Free excitons in a direct-gap polar crystal emit a series of lines below the exciton energy, each with the emission of $m=1,2,\dots$ longitudinal optical (LO) phonons. We want the positions of the maxima of the first two replicas, their widths and their intensity ratio for the A exciton of wurtzite CdS between 4 and 77 K. The first attempt below is wrong and is worked to its end on purpose. Stop at each prompt and commit to an answer before reading on.

\section*{Conventions and inputs}

$E_0$ is the energy of the $1s$ exciton at centre-of-mass wave vector $\mathbf K=0$, $M=m_e+m_h$ is its translational mass, and $\epsilon=\hbar^2K^2/2M$ is its kinetic energy. The LO branch is taken as flat, with energy $\hbar\omega_0$. $T$ is the temperature of the exciton gas, which equals that of the lattice only if the excitons thermalise within their lifetime. Relative permittivities are written $\kappa$. Energies are in meV.

Typical values used as inputs are $\hbar\omega_0\approx38.0$ meV ($6.09\times10^{-21}$ J, or 9.19 THz), $E_0\approx2.55$ eV, $m_e\approx0.2\,m_0$ and $m_h\approx0.7\,m_0$ (motion perpendicular to the $c$ axis). Compiled values are the binding energy $E_b=0.028$ eV (Filip 2021) and $\kappa_s=8.42$, $\kappa_\infty=5.3$ at 300 K (Rakita 2019). The masses, $E_b$ and the permittivities enter only the estimates of corrections.

The photon wave vector is neglected at first, so the phonons carry away all of $\mathbf K$. Energy conservation gives the photon energy
\begin{equation}
E=E_0-m\hbar\omega_0+\epsilon .
\label{eq:energy}
\end{equation}
Each replica starts at a threshold $E_0-m\hbar\omega_0$ and extends upward. The number of excitons per unit $\epsilon$ is the parabolic density of states times the Boltzmann factor, so
\begin{equation}
I_m(\epsilon)\propto\epsilon^{1/2}\,e^{-\epsilon/k_BT}\,W_m(\epsilon),
\label{eq:shape}
\end{equation}
where $W_m$ is the rate at which an exciton of kinetic energy $\epsilon$ decays into a photon and $m$ phonons. Both equations are sound and survive what follows.

\section*{The wrong attempt}

\textbf{This section reaches a wrong answer.} Its lines are tagged W.

The LO energy does not depend on wave vector, and $k_BT\ll\hbar\omega_0$. The attempt concludes that slow and fast excitons emit phonons equally well:
\begin{equation}
W_m(\epsilon)=w_m=\text{const}\qquad\text{for every } m. \tag{W1}
\end{equation}
All replicas are then translated copies of the Maxwell distribution. Setting $d\ln I_m/d\epsilon=1/(2\epsilon)-1/k_BT$ to zero gives
\begin{equation}
E_m^{\max}=E_0-m\hbar\omega_0+\tfrac12k_BT, \tag{W2}
\end{equation}
\begin{equation}
E_1^{\max}-E_2^{\max}=\hbar\omega_0 \quad\text{(wrong)}. \tag{W3}
\end{equation}
At 77 K, where $k_BT=6.64$ meV, the attempt puts both maxima 3.32 meV above their thresholds and 38.0 meV apart. It also predicts equal widths and a ratio $I_1/I_2=w_1/w_2$ independent of temperature, and it invites one to read the phonon energy off the peak spacing.

\paragraph{Predict.} Take an exciton with $\epsilon\to0$. What wave vector must the phonon have in the 1LO process, and how strongly does the electric field of such a phonon act on a neutral pair in an $s$ state?

\section*{The symptom}

With one phonon, $\mathbf q=\mathbf K$, so $\epsilon\to0$ means $q\to0$. The phonon potential, expanded over the size of the exciton, is then a constant plus a uniform field. The constant acts on the total charge, which is zero. The uniform field has no matrix element between two $s$ states, by parity, and the state that finally radiates must be $s$-like. Hence $W_1(0)=0$. Combined with (W1), this gives $w_1=0$: the attempt, taken at its word, has no 1LO line at all.

The spectra carry the same message. In CdS the 1LO replica is the broader of the two and gains on the 2LO replica as the crystal warms, a behaviour described by Gross, Permogorov and Razbirin in 1966. Neither feature fits (W1).

\paragraph{Predict.} Is (W1) faulty for $m=1$, for $m=2$, or for both?

\section*{The faulty line}

The fault is (W1) for $m=1$. A flat branch fixes the energy that the phonon removes. It says nothing about the coupling, which depends on $q$, and in the 1LO process $q$ is tied to $\epsilon$. Lines (W2) and (W3) follow correctly from (W1) and inherit its fault.

\section*{The mended calculation}

Let $\mathbf r=\mathbf r_e-\mathbf r_h$ and let $\mathbf R$ be the centre of mass, so $\mathbf r_e=\mathbf R+p_e\mathbf r$ and $\mathbf r_h=\mathbf R-p_h\mathbf r$ with $p_e=m_h/M$ and $p_h=m_e/M$. The Fr\"ohlich coupling of a single carrier to an LO mode in a volume $V$ is
\begin{equation}
|V_q|^2=\frac{e^2\hbar\omega_0}{2\varepsilon_0V\,q^2}\left(\frac1{\kappa_\infty}-\frac1{\kappa_s}\right).
\label{eq:froh}
\end{equation}
Electron and hole have opposite charges, so emission of a phonon $\mathbf q$ involves $V_q(e^{-i\mathbf q\cdot\mathbf r_h}-e^{-i\mathbf q\cdot\mathbf r_e})$. The $\mathbf R$ part changes $\mathbf K$ to $\mathbf K-\mathbf q$. For the hydrogenic envelope $\phi=(\pi a^3)^{-1/2}e^{-r/a}$ the internal part needs
\begin{equation}
F(k)=\int|\phi|^2e^{i\mathbf k\cdot\mathbf r}\,d^3r=\left[1+(ka/2)^2\right]^{-2},
\label{eq:form}
\end{equation}
and the $1s\to1s$ matrix element is $M_q=V_q[F(p_hq)-F(p_eq)]$.

\paragraph{Predict.} $V_q$ diverges as $1/q$. Which power of $q$ does $|M_q|^2$ follow at small $q$, and for which masses does it vanish at all $q$?

\medskip
Expand $F(k)\approx1-k^2a^2/2$. The leading ones cancel, which is neutrality at work. Since $p_e+p_h=1$, we have $p_e^2-p_h^2=p_e-p_h=(m_h-m_e)/M$, and
\begin{equation}
|M_q|^2\approx\frac{e^2\hbar\omega_0}{8\varepsilon_0V}\left(\frac1{\kappa_\infty}-\frac1{\kappa_s}\right)\left(\frac{m_h-m_e}{M}\right)^2a^4q^2 .
\label{eq:mq}
\end{equation}
The element vanishes at every $q$ when $m_e=m_h$. The 1LO rate is of second order. The exciton emits the phonon, passes virtually through an $s$ state $n$ at $\mathbf K\approx0$, lying $\Delta_n$ above $E_0$, and radiates with optical matrix element $P_n$:
\begin{equation}
W_1\propto\left|\sum_n\frac{P_n\,M_q^{(1s\to n)}}{\epsilon-\hbar\omega_0-\Delta_n}\right|^2_{q=K}.
\label{eq:w1}
\end{equation}
For $n\neq1s$ the constant term vanishes by orthogonality and the term linear in $\mathbf q\cdot\mathbf r$ by parity, so every amplitude starts as $q^2/q=q$. Dropping $\epsilon$ against $\hbar\omega_0$ in the denominators and using $q^2=2M\epsilon/\hbar^2$,
\begin{equation}
W_1=\gamma_1\,\epsilon .
\label{eq:w1lin}
\end{equation}
Anisotropic masses change $\gamma_1$ only, because $|M_{\mathbf q}|^2$ remains homogeneous of degree two in $\mathbf q$ and its average over an ellipsoid of constant energy is still proportional to $\epsilon$.

With two phonons only $\mathbf q_1+\mathbf q_2=\mathbf K$ is fixed. The rate is a sum over $\mathbf q_1$, to which wave vectors up to the order of $1/a$ contribute, and $p$ states are now allowed between the two emissions. The sum is finite at $K=0$, where $\mathbf q_2=-\mathbf q_1$, so $W_2=w_2$ to leading order. For $m=2$ line (W1) was acceptable.

\paragraph{Predict.} Where does $\epsilon^{s}e^{-\epsilon/k_BT}$ peak, and what is now the distance between the two maxima?

\medskip
The logarithmic derivative $s/\epsilon-1/k_BT$ vanishes at $\epsilon=sk_BT$. With $s=3/2$ for 1LO and $s=1/2$ for 2LO,
\begin{equation}
E_1^{\max}=E_0-\hbar\omega_0+\tfrac32k_BT,\qquad
E_2^{\max}=E_0-2\hbar\omega_0+\tfrac12k_BT,
\label{eq:peaks}
\end{equation}
\begin{equation}
E_1^{\max}-E_2^{\max}=\hbar\omega_0+k_BT .
\label{eq:spacing}
\end{equation}
Centroids do not cure the offset. They lie at $(s+1)k_BT$, that is $5k_BT/2$ and $3k_BT/2$, again $k_BT$ apart. Only the thresholds are spaced by exactly $\hbar\omega_0$. Solving for the half-maximum points gives full widths of $2.96\,k_BT$ (1LO) and $1.80\,k_BT$ (2LO), a ratio of 1.65. The integrated intensities share the exciton number, which cancels:
\begin{equation}
\frac{I_1}{I_2}=\frac{\gamma_1\,\Gamma(5/2)\,(k_BT)^{5/2}}{w_2\,\Gamma(3/2)\,(k_BT)^{3/2}}=\frac32\,\frac{\gamma_1}{w_2}\,k_BT .
\label{eq:ratio}
\end{equation}
Stimulated phonon emission multiplies this by $1/(N+1)$, with an LO occupation $N=0.003$ at 77 K, which is negligible.

\section*{Size of the error in CdS}

The table gives the model's values at leading order, in meV. The last column is $k_BT/\hbar\omega_0$, the amount by which a phonon energy read from the peak spacing through (W3) comes out too high. A change in the input $\hbar\omega_0$ shifts the spacing column rigidly.

\begin{center}
\begin{tabular}{cccccc}
$T$ (K) & $k_BT$ & 1LO: $3k_BT/2$ & 2LO: $k_BT/2$ & spacing & excess (\%)\\ \hline
4 & 0.34 & 0.52 & 0.17 & 38.3 & 1\\
20 & 1.72 & 2.59 & 0.86 & 39.7 & 5\\
40 & 3.45 & 5.17 & 1.72 & 41.4 & 9\\
77 & 6.64 & 9.95 & 3.32 & 44.6 & 17\\
\end{tabular}
\end{center}

At 77 K the wrong attempt places the 1LO maximum too low by $k_BT$, which is 1.3 nm at a wavelength near 494 nm. It gives that line the 2LO width of 11.9 meV where the model has 19.6 meV. It holds $I_1/I_2$ fixed where Eq.~\eqref{eq:ratio} raises it by a factor of 19 from 4 to 77 K. The distance from $E_0$ down to the 1LO maximum departs from $\hbar\omega_0$ in the opposite sense and is 28.0 meV at 77 K. The excess $k_BT$ contains no material parameter: in GaN, with a typical LO energy of about 92 meV, it amounts to 7 per cent at 77 K.

\paragraph{Predict.} Equation~\eqref{eq:w1lin} needs $p_eKa/2\ll1$ and $\epsilon\ll\hbar\omega_0$. Do they hold at the 77 K maximum, and in which direction does each failure move it?

\section*{How far the leading order carries}

\emph{Warm end.} The hydrogenic radius is $a=e^2/(8\pi\varepsilon_0\kappa_sE_b)=3.05$ nm, and $Ka=1$ at $\epsilon_a=\hbar^2/2Ma^2=4.55$ meV. Define $x_{e,h}=(p_{e,h}Ka/2)^2=p_{e,h}^2\,\epsilon/4\epsilon_a$ with $p_e=7/9$ and $p_h=2/9$. Keeping only $n=1s$ in Eq.~\eqref{eq:w1}, but the full form factor and denominator,
\begin{equation}
W_1=\gamma_1\epsilon\left[\frac{(1+x_h)^{-2}-(1+x_e)^{-2}}{2(x_e-x_h)}\right]^2\frac1{(1-\epsilon/\hbar\omega_0)^2}.
\label{eq:w1full}
\end{equation}
At $\epsilon=9.95$ meV, $x_e=0.33$. The squared bracket is 0.40, the last factor is 1.8, and their product is 0.7. Neither condition holds well, and the two failures oppose each other. The form factor alone would pull the 77 K maximum down to 6.3 meV. The denominator alone would remove the maximum, leaving a rate that climbs toward the resonance at $\epsilon=\hbar\omega_0$. Together they give a local maximum at 9.2 meV. In the 2LO process the last denominator is $\epsilon-2\hbar\omega_0$, and the factor $(1-\epsilon/2\hbar\omega_0)^{-2}$ moves that maximum to 4.1 meV. The excess over $\hbar\omega_0$ is then about 5 meV. At 20 K the same treatment gives 2.4 and 0.9 meV, an excess of 1.5 meV.

These figures show the size of the corrections and are no refined prediction. Higher $s$ states are omitted although $E_b<\hbar\omega_0$. The hole is typically several times heavier along $c$, which raises $K$ at given $\epsilon$ and strengthens the saturation of the form factor. The remaining $K$ dependence of $W_2$ was not computed. A local slope $\delta=d\ln W/d\ln\epsilon$ shifts a maximum by about $\delta\,k_BT$, and $|\delta|$ of the order of $x_e=0.11$ at the 2LO maximum would mean about 0.7 meV at 77 K. The product 0.7 found above also suggests that $I_1/I_2$ falls below the linear law by some tens of per cent at 77 K. Reabsorption in the exciton tail acts more strongly on the 1LO line, most of all on its upper side, and lowers both its maximum and the ratio.

\emph{Cold end.} The photon carries $k=\sqrt{\kappa_\infty}\,(E_0-\hbar\omega_0)/\hbar c=0.029$ nm$^{-1}$, equivalent to $\epsilon_k=\hbar^2k^2/2M=0.036$ meV. The index near the gap is larger than $\sqrt{\kappa_\infty}$, so this is a lower estimate. The average of $|\mathbf K-\mathbf k|^2$ over directions is $K^2+k^2$, so $W_1\propto\epsilon+\epsilon_k$, which lowers the 1LO maximum at 4 K by 0.02 meV. The coupling to light matters more. For a transverse dipole-active exciton with longitudinal-transverse splitting $\Delta_{LT}$, the dispersion relation near resonance is $K^2/k^2=1+\Delta_{LT}/D$, where $D$ is the depression of the lower polariton branch below the parabola and the small difference between $k$ at $E_0$ and at the 1LO line is ignored. Thus
\begin{equation}
D=\frac{\Delta_{LT}}{\epsilon/\epsilon_k-1}.
\label{eq:pol}
\end{equation}
With a typical $\Delta_{LT}\approx2$ meV, $D$ is 0.15 meV at the 4 K 1LO maximum and 0.5 meV at the 2LO maximum, comparable with $k_BT$ itself. The 4 K row is therefore a statement about parabolic, thermalised excitons, and the real excess there is known from this model only as a fraction of a meV. At 20 K, $D$ has dropped to 0.03 meV at the 1LO maximum and 0.09 meV at the 2LO maximum.

The model's excess of the peak spacing over $\hbar\omega_0$ is thus a few tenths of a meV at 4 K, 1.5 to 1.7 meV at 20 K and about 5 to 7 meV at 77 K, where (W3) has zero throughout. To extract $\hbar\omega_0$, fit each replica with Eq.~\eqref{eq:shape} and its own $W_m$, broadened as the spectrum requires, and subtract the fitted thresholds. The 2LO shape, whose $W_2$ varies least, is the better thermometer for the exciton gas.